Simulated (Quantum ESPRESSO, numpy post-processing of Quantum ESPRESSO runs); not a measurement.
# Band gap, band edges and electron mass of zincblende BP under uniaxial strain along [110], calculated with PBE

We calculate the fundamental Kohn-Sham gap of zincblende BP, the place of its band edges and the electron mass of its lowest valley for strains between 2 per cent compression and 2 per cent tension along [110]. All changes are measured from the cell relaxed with PBE, and tension is positive. The question is how far strain moves the gap, and how it splits the valence triplet and the equivalent conduction valleys. This matters for strained films and devices, where the gap sets leakage and absorption, and the occupied valleys and their mass set electron transport. PBE gaps lie below measured ones, so the changes with strain carry more weight here than the absolute values.

## Computational details

BP (zincblende), space group 216, 2 atoms in the cell, from the Crystallography Open Database or the Materials Project. The reference is the cell relaxed to zero pressure with this functional (primitive vectors 3.215, 3.215, 3.215 angstrom). A strain is imposed along [110]; the two axes across it are adjusted until their stresses vanish, and ions are relaxed. Quantum ESPRESSO 7.5, plane waves with GBRV pseudopotentials, PBE, scalar-relativistic, without spin-orbit coupling, no spin polarisation, no Hubbard U; cutoff 544 eV, self-consistent k meshes 8x8x8. Band extrema were located on a dense mesh in each cell and refined; masses are central differences at 0.008 and 0.03 1/angstrom at Gamma and at 0.04 and 0.08 1/angstrom, extrapolated to zero step, elsewhere.

- imposed strain (per cent): axial strain imposed, positive in tension.
- free strain (per cent): resulting strain along the first free axis, normal to the strain axis and to z.
- edges: where the valence-band maximum and the conduction-band minimum lie in the zone.
- band gap (eV): fundamental Kohn-Sham gap, conduction-band minimum minus valence-band maximum.
- electron mass (m_e): electron conductivity mass of the lowest valley, in free-electron masses.
- valence splitting (eV): depth of the next valence level below the valence top, at the same point of the zone, listed up to 0.12 eV.
- next valley (eV): height of the next conduction valley above the lowest one, where one lies within the search window.

## Computed values

| member | side | imposed strain (per cent) | free strain (per cent) | edges | band gap (eV) | electron mass (m_e) | valence splitting (eV) | next valley (eV) |
| --- | --- | --- | --- | --- | --- | --- | --- | --- |
| −2.0 per cent | compression | −2.0 | 0.03 | Gamma to on Gamma-X (4 valleys, oblique to the axis) | 1.030 | 0.312 | – | 0.130 |
| −1.5 per cent | compression | −1.5 | 0.03 | Gamma to on Gamma-X (4 valleys, oblique to the axis) | 1.089 | 0.312 | – | 0.108 |
| −1.0 per cent | compression | −1.0 | 0.02 | Gamma to on Gamma-X (4 valleys, oblique to the axis) | ? | ? | ? | ? |
| −0.5 per cent | compression | −0.5 | 0.01 | Gamma to on Gamma-X (4 valleys, oblique to the axis) | 1.202 | 0.312 | 0.0430 | 0.042 |
| +0.0 per cent | compression | 0.0 | 0.00 | Gamma to on Gamma-X | 1.256 | 0.312 | – | – |
| +0.0 per cent | tension | 0.0 | 0.00 | Gamma to on Gamma-X | 1.256 | 0.312 | – | – |
| +0.5 per cent | tension | 0.5 | −0.01 | Gamma to on Gamma-X (2 valleys, across the axis) | 1.207 | 0.313 | 0.0138 | 0.047 |
| +1.0 per cent | tension | 1.0 | −0.02 | Gamma to on Gamma-X (2 valleys, across the axis) | 1.154 | 0.315 | 0.0275 | 0.099 |
| +1.5 per cent | tension | 1.5 | −0.03 | Gamma to on Gamma-X (2 valleys, across the axis) | 1.097 | 0.318 | 0.0412 | 0.155 |
| +2.0 per cent | tension | 2.0 | −0.03 | Gamma to on Gamma-X (2 valleys, across the axis) | 1.038 | 0.323 | 0.0551 | 0.215 |

Cells marked ? are withheld until the estimate has been made.

Least-squares fits to the members shown, with x = imposed strain (per cent); R² in the fitted variables, residuals in the unit of y:

| y | side | members | fit | R² | rms residual | leave-one-out rms | standard deviation of y |
| --- | --- | --- | --- | --- | --- | --- | --- |
| band gap (eV) | compression | 4 | y = 1.2573 + 0.11300 x | 1.00 | 0.0013 | 0.0029 | 0.10 |
| band gap (eV) | tension | 5 | y = 1.2596 − 0.10920 x | 1.00 | 0.0029 | 0.0059 | 0.086 |
| electron mass (m_e) | compression | 4 | y = 0.3120 + 9.386×10⁻¹⁷ x | 0.00 | 1.2×10⁻¹⁶ | 6.2×10⁻¹⁷ | 0 (fit no better than the mean) |
| electron mass (m_e) | tension | 5 | y = 0.3108 + 0.005400 x | 0.93 | 0.0011 | 0.0023 | 0.0044 |

## Reading the trend

The gap is largest in the unstrained row and falls for both signs of strain. The first half per cent of tension lowers it by 1.256 − 1.207 = 0.049 eV, the same compression by 1.256 − 1.202 = 0.054 eV. The gap stays indirect, from Gamma to a minimum on Gamma-X.

The fall on both sides follows from lifted degeneracies. Whatever the sign of the strain, one valence level rises above the mean of its triplet and one set of valleys drops below the mean of all six. The listed free strain is close to zero because z takes up nearly all of the transverse response. Tension along [110] contracts z and lowers the two valleys along z; compression lowers the other four.

The sizes can be checked at half a per cent. If the valence levels shift linearly, their order reverses with the sign of strain, and the outer two are 0.0138 + 0.0430 = 0.0568 eV apart. In tension the top then lies (0.0138 + 0.0568) / 3 = 0.024 eV above the triplet mean, and the low valleys lie 0.047 × 2 / 3 = 0.031 eV below the valley mean. Together they would close the gap by 0.055 eV. In compression the same count gives (0.0430 + 0.0568) / 3 + 0.042 / 3 = 0.047 eV. The count minus the calculated fall is 0.055 − 0.049 = 0.006 eV in tension and 0.047 − 0.054 = −0.007 eV in compression, as expected if the mean gap widens slightly when the volume grows.

The valley splitting is not symmetric: 0.215 eV at 2 per cent tension against 0.130 eV at 2 per cent compression. A likely cause is the shear contained in a [110] strain. It mixes the two lowest conduction bands near X on the z axis and lowers the z valleys for either sign, which adds to the splitting in tension and reduces it in compression. The same mixing would explain why the mass rises from 0.312 to 0.323 m_e in tension, where the z valleys are lowest, but stays at 0.312 m_e in the compressed rows shown.

## Estimating the withheld member

Plain estimates from the members shown:

- −1.0 per cent (compression), fit at x = −1.0: 1.144 eV
- −1.0 per cent (compression), straight-line interpolation between −1.5 per cent and −0.5 per cent: w = (−1.0 − (−1.5)) / (−0.5 − (−1.5)) = 0.500, so 1.089 + 0.500 × (1.202 − 1.089) = 1.145 eV

The member at 1 per cent compression lies between rows with the same band edges, so interpolation within the compression side is the natural route. The straight line between its neighbours gives (1.089 + 1.202) / 2 = 1.1455 eV.

A small upward shift is needed because the gap curve bends. Its slope is (1.256 − 1.202) / 0.5 = 0.108 eV per per cent next to zero strain and (1.089 − 1.030) / 0.5 = 0.118 eV per per cent at the far end. A curve that steepens in this way lies above its chord. The cubic through the four compression rows, evaluated at their centre, takes the bend into account:

(4 × (1.089 + 1.202) − (1.030 + 1.256)) / 6 = 1.1463 eV.

The same formula can be tried on the tension side, where the middle row is shown. It gives (4 × (1.207 + 1.097) − (1.256 + 1.038)) / 6 = 1.1537 eV against the calculated 1.154 eV, while the straight line between neighbours gives (1.207 + 1.097) / 2 = 1.152 eV. We therefore use the cubic.

The miss in this trial is no larger than the rounding of the gaps. One trial is a thin basis for an error bar, and small errors in locating the valley minimum may differ from row to row, so we take 0.001 eV as one standard deviation.

**Committed estimate, −1.0 per cent (compression): band gap = 1.146 ± 0.001 eV.**

## The answer

| member | side | imposed strain (per cent) | free strain (per cent) | edges | band gap (eV) | electron mass (m_e) | valence splitting (eV) | next valley (eV) |
| --- | --- | --- | --- | --- | --- | --- | --- | --- |
| −1.0 per cent | compression | −1.0 | 0.02 | Gamma to on Gamma-X (4 valleys, oblique to the axis) | 1.147 | 0.312 | 0.0890 | 0.078 |

| member | estimate | band gap (eV) | computed | estimate − computed | miss in error bars |
| --- | --- | --- | --- | --- | --- |
| −1.0 per cent (compression) | committed | 1.146 | 1.147 | −0.001 | 1.0 |
| −1.0 per cent (compression) | fit | 1.144 | 1.147 | −0.003 |  |
| −1.0 per cent (compression) | interpolation | 1.145 | 1.147 | −0.002 |  |

The estimate of 1.146 eV lies 0.001 eV below the calculated 1.147 eV, at the limit of its error bar. It is closer than the fit (1.144 eV) and the straight line between neighbours (1.145 eV). The upward shift for the bend of the curve had the right sign, and what remains is comparable with the rounding of the gaps.

The gap alone tests only that the curve is smooth. The other columns of the new row say more about the mechanism. The valence splitting goes from 0.0430 to 0.0890 eV when the compression doubles, a factor of 0.0890 / 0.0430 = 2.07, which supports the nearly linear shifts assumed for the triplet. The valley splitting is larger in tension than in compression, and half the difference is (0.099 − 0.078) / 2 = 0.0105 eV at 1 per cent and (0.215 − 0.130) / 2 = 0.0425 eV at 2 per cent. This fourfold growth is what a second-order mixing of conduction bands by the shear would give, so it fits the proposed cause of the asymmetry, although other second-order effects would grow in the same way.

## Outliers

Least-squares fits to the whole series, with x = imposed strain (per cent); R² in the fitted variables, residuals in the unit of y:

| y | side | members | fit | R² | rms residual | leave-one-out rms | standard deviation of y |
| --- | --- | --- | --- | --- | --- | --- | --- |
| band gap (eV) | compression | 5 | y = 1.2578 + 0.11300 x | 1.00 | 0.0016 | 0.0032 | 0.089 |
| band gap (eV) | tension | 5 | y = 1.2596 − 0.10920 x | 1.00 | 0.0029 | 0.0059 | 0.086 |
| electron mass (m_e) | compression | 5 | y = 0.3120 + 3.849×10⁻¹⁷ x | 0.00 | 4.3×10⁻¹⁷ | 1.5×10⁻¹⁶ | 0 (fit no better than the mean) |
| electron mass (m_e) | tension | 5 | y = 0.3108 + 0.005400 x | 0.93 | 0.0011 | 0.0023 | 0.0044 |

Largest departures from the fit to the whole series:

| member | side | band gap (eV) | fit | computed − fit | in rms residuals |
| --- | --- | --- | --- | --- | --- |
| −1.0 per cent | compression | 1.147 | 1.145 | +0.002 | 1.4 |
| +0.0 per cent | tension | 1.256 | 1.260 | −0.004 | 1.2 |
| +1.0 per cent | tension | 1.154 | 1.150 | +0.004 | 1.2 |
| −2.0 per cent | compression | 1.030 | 1.032 | −0.002 | 1.1 |

No row stands out: the largest departure from either line is 0.004 eV, and the signs follow a pattern, with the middle rows above the line and the end rows below it. This is curvature, since the fall per half per cent grows from 0.049 to 0.059 eV in tension and from 0.054 to 0.059 eV in compression. In tension the shear-induced lowering of the z valleys probably contributes, but in compression those valleys are not the lowest, and the bend there must have another origin, which we leave open.

## Summary

Within 2 per cent of either sign, strain along [110] lowers the PBE gap by about 0.11 eV per per cent. A new strain between the rows can be estimated to about 0.001 eV if the bend is included and the two sides are kept apart, because the slope changes sign at zero strain.

For transport, 1 per cent tension puts the four oblique valleys 0.099 eV above the two z valleys. With a thermal energy of roughly 0.026 eV at room temperature and equal densities of states per valley, the upper-to-lower population ratio is (4 / 2) × exp(−0.099 / 0.026) = 0.04, so about 96 per cent of the electrons occupy the z valleys.

The semilocal gap error, typically from several tenths of an eV to about 1 eV too low, exceeds the whole spread of the gaps, 1.256 − 1.030 = 0.226 eV. Spin-orbit coupling, roughly a few hundredths of an eV, matters mainly for the small valence splittings.

[On method and selection: A blank cell means that the quantity is not defined for the row (degenerate or flat band, gap under 0.12 eV, no such level or valley in the search window, times from unlike processors), was not computed, or did not pass its check. Runs that did not converge, have known faults or may not be shown are not listed, and runs on Ansatz's PAW sets soft_1 and soft_2 are kept to separate tables. Runs of this code whose gap, pressure or static dielectric constant lay far from a check run of another code, or whose pseudopotential file was found faulty, are left out.]
